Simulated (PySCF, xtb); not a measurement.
## Ranking isomers of GaH5Si2

4 gas-phase structures of GaH5Si2, found in a search over its isomers (lower ones may exist). Each was relaxed with GFN2-xTB; where two conformers were screened, the lower at r2SCAN-D4/def2-SVP is listed:

A. `[SiH3][SiH2][Ga]`, a singlet
B. a singlet given by its coordinates
C. a singlet given by its coordinates
D. `[SiH3][Si][GaH2]`, a singlet

C (Å):

```xyz
8

Ga   -0.3332    0.6442   -1.1019
Si   -2.1689   -0.1355    0.5074
Si    1.4427    0.7818   -2.7430
H     2.2677    1.5500   -1.6870
H     0.7846    2.0776   -3.2585
H    -3.1405    0.3462    1.5116
H    -3.0156   -0.9532   -0.4305
H    -1.4201   -1.2167    1.2407
```

Close contacts (Å): Ga1–Si2 2.56, Ga1–Si3 2.42, Si2–H6 1.48, Si2–H7 1.51, Si2–H8 1.51, Si3–H4 1.54, Si3–H5 1.54.

B (Å):

```xyz
8

Ga    1.1396   -2.4948    1.2097
Si   -1.4887   -0.3160    0.9171
Si   -0.8209   -1.8430    2.5933
H    -2.6178    0.5345    1.3189
H    -1.8411   -0.7727   -0.4395
H    -0.3519    0.6076    0.6952
H    -1.5548   -3.0677    2.0133
H     2.6314   -3.0705    0.2696
```

Close contacts (Å): Ga1–Si3 2.49, Si2–Si3 2.36, Ga1–H8 1.85, Si2–H4 1.47, Si2–H5 1.47, Si2–H6 1.48, Si3–H7 1.54.

Task: Make a reasoned guess at their ranking by r2SCAN-D4/def2-SVP single-point energy.

Result: Calculated order at r2SCAN-D4/def2-SVP: A (0.0), C (75.8), B (86.6), D (136.5) kJ/mol.

Energies above the lowest of each column, in kJ/mol; the last columns are at B3LYP/6-31G* geometries and were run for some of them only (a dash: not run or not comparable):

```csv
structure,GFN2-xTB,HF/STO-3G,r2SCAN-D4/def2-SVP,B3LYP/6-31G*,CCSD(T)/def2-SVP + ΔMP2/def2-TZVPP
A,0.0,55.0,0.0,0.0,0.0
C,13.6,130.2,75.8,81.1,71.4
B,7.4,148.0,86.6,–,–
D,67.3,0.0,136.5,–,–
```

CCSD(T)/def2-SVP + ΔMP2/def2-TZVPP puts A lowest of those it was run on; HF/STO-3G picks D. Some further structures that were screened fall inside this span and aren't listed. Flexible structures stand in one conformer each, not always the lowest. Frequencies (GFN2-xTB) were run for C alone. ΔMP2 is the change of the MP2 energy from the smaller to the larger basis.

Over these structures GFN2-xTB departs from r2SCAN-D4/def2-SVP by 26.3 kJ/mol on average once a common shift is removed. A GFN2-xTB relaxation took about 0.13 s and the r2SCAN-D4/def2-SVP energy about 11 s on a shared host (PySCF 2.14.0, xtb 6.7.1 (Pople sets with spherical d functions)).

The lowest isomer, A, keeps all five hydrogens on silicon and leaves gallium monovalent, with its lone pair in a contracted, largely 4s orbital. Moving hydrogen to gallium trades strong Si–H bonds for weaker Ga–H bonds and gives up that lone pair, which probably explains why B and then D lie higher. C also has five Si–H bonds, so its cost must lie elsewhere: gallium is inserted between the silicons, the Si–Si bond is lost, and the strongly pyramidal SiH2 suggests a lone pair on silicon with only weak π bonding to gallium.

The preference for A over C is well supported, as coupled cluster gives 71.4 kJ/mol. The order of C and B is not: the Ga–H distance of 1.85 Å in B is unusually long for a terminal bond, probably a fault of the tight-binding geometry that raises its single-point energy. HF/STO-3G keeps the order A, C, B but places D lowest, which probably reflects the inflexible minimal basis. For D, a silylene with electropositive substituents, a low-lying triplet remains possible.
